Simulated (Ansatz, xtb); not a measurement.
Relative energy of two isomers of CH6BGeNSi

We compare X, `[BH2][Ge@@H]([SiH3])[C]#N`, a singlet, with Y, `[BH2][GeH2][SiH2]C#N`, a singlet. Both are isolated molecules in the gas phase, relaxed with B3LYP/def2-SVP; the shapes shown needn't be the lowest conformers.

X (Å):

```yaml
atoms:
  - { symbol: C, position_ang: [-1.1081, -0.6904, -1.4173] }
  - { symbol: B, position_ang: [1.4162, 1.3054, -2.1644] }
  - { symbol: Ge, position_ang: [0.5990, 0.0064, -0.7918] }
  - { symbol: N, position_ang: [-2.1386, -1.0815, -1.7845] }
  - { symbol: Si, position_ang: [0.1184, 1.0839, 1.3184] }
  - { symbol: H, position_ang: [0.7442, 1.7986, -3.0304] }
  - { symbol: H, position_ang: [2.5743, 1.6147, -2.0518] }
  - { symbol: H, position_ang: [1.4643, -1.2434, -0.5253] }
  - { symbol: H, position_ang: [-0.7777, 2.2515, 1.0889] }
  - { symbol: H, position_ang: [1.4031, 1.5503, 1.9149] }
  - { symbol: H, position_ang: [-0.5383, 0.1045, 2.2277] }
```

Y (Å):

```xyz
11

C    -2.7295    1.2601   -1.3656
B     1.1132    0.3007    2.0178
Ge    0.3722    0.6875    0.1348
N    -3.1369    1.4543   -2.4362
Si   -2.0239    0.9444    0.3303
H     1.4304    1.2054    2.7465
H     1.1804   -0.8306    2.4246
H     0.5884   -0.4585   -0.8773
H     0.8825    2.0040   -0.4902
H    -2.3999    2.1083    1.1783
H    -2.6811   -0.2864    0.8486
```

Question: Estimate which is lower in electronic energy at CCSD(T)/def2-SVP + ΔMP2/def2-TZVPP, and by roughly how much.

Answer: The CCSD(T)/def2-SVP + ΔMP2/def2-TZVPP calculation puts structure Y lower, by 1.28 kcal/mol.

The same difference at several levels:

```json
{"level": "GFN2-xTB", "geometry": "GFN2-xTB", "E(Y) − E(X) (kcal/mol)": "+3.34", "departure from the last row (kcal/mol)": "+4.62", "job, with rough time for the two": "optimisation, 0.39 s"}
{"level": "HF/STO-3G", "geometry": "GFN2-xTB", "E(Y) − E(X) (kcal/mol)": "−2.12", "departure from the last row (kcal/mol)": "−0.84", "job, with rough time for the two": "single point, 0.94 s"}
{"level": "r2SCAN-D4/def2-SVP", "geometry": "GFN2-xTB", "E(Y) − E(X) (kcal/mol)": "−3.99", "departure from the last row (kcal/mol)": "−2.71", "job, with rough time for the two": "single point, 6.1 s"}
{"level": "B3LYP/def2-SVP", "geometry": "B3LYP/def2-SVP", "E(Y) − E(X) (kcal/mol)": "−2.28", "departure from the last row (kcal/mol)": "−1.00", "job, with rough time for the two": "optimisation, 3 min"}
{"level": "HF/def2-SVP", "geometry": "B3LYP/def2-SVP", "E(Y) − E(X) (kcal/mol)": "−1.32", "departure from the last row (kcal/mol)": "−0.04", "job, with rough time for the two": "part of the CCSD(T) run"}
{"level": "MP2/def2-SVP", "geometry": "B3LYP/def2-SVP", "E(Y) − E(X) (kcal/mol)": "−1.83", "departure from the last row (kcal/mol)": "−0.55", "job, with rough time for the two": "part of the CCSD(T) run"}
{"level": "CCSD(T)/def2-SVP", "geometry": "B3LYP/def2-SVP", "E(Y) − E(X) (kcal/mol)": "−1.71", "departure from the last row (kcal/mol)": "−0.43", "job, with rough time for the two": "single point"}
{"level": "CCSD(T)/def2-SVP + ΔMP2/def2-TZVPP", "geometry": "B3LYP/def2-SVP", "E(Y) − E(X) (kcal/mol)": "−1.28", "departure from the last row (kcal/mol)": "", "job, with rough time for the two": "single point, 68 s"}
```

As drawn, Y has 1 C–Si, 1 Ge–H in place of 1 C–Ge, 1 Si–H.

GFN2-xTB puts the two in the other order. The largest departure from CCSD(T)/def2-SVP + ΔMP2/def2-TZVPP is that of GFN2-xTB, 4.62 kcal/mol. The last row adds to CCSD(T) the change of the MP2 difference between the two basis sets, here +0.43 kcal/mol.

With thermal terms from frequencies at re-optimised GFN2-xTB minima (ideal gas, soft modes damped towards free rotors, one conformer each, 298.15 K, 1 atm): on the last row, ΔE + ΔZPE = −1.18, ΔH = −1.36, ΔG = −1.18 kcal/mol.

The correlated steps freeze 17 core orbitals; the filled d shell of Ge is correlated, in a basis made for valence electrons. Mirror images aren't counted in ΔG. Programs: Ansatz 0.2.0, xtb 6.7.1; the last row on 2 threads of AMD EPYC 7R43 64-Core Processor (Zen 3) on a shared host.

Y is favoured only slightly, because the exchange of cyanide and hydrogen between silicon and germanium pits two bond preferences against each other. Silicon binds carbon more strongly than germanium does, and its lower electronegativity gives the bond to the electron-withdrawing cyano group more ionic character. Moving cyanide to silicon, however, costs a Si–H bond and returns only a weaker Ge–H bond. The computed order suggests that the gain in the cyanide bond narrowly outweighs that loss.

Every level except GFN2-xTB favours Y, and the preference is already present at Hartree–Fock level, so electron correlation isn't its origin. The near-exact agreement of HF/def2-SVP with the final value is probably fortuitous: in the small basis, correlation shifts the balance further towards Y, while the basis correction shifts it back. Thermal terms barely alter the gap, so for these conformers the preference is energetic rather than entropic. A difference this small would leave appreciable amounts of both isomers at equilibrium, but says nothing about how readily they interconvert.
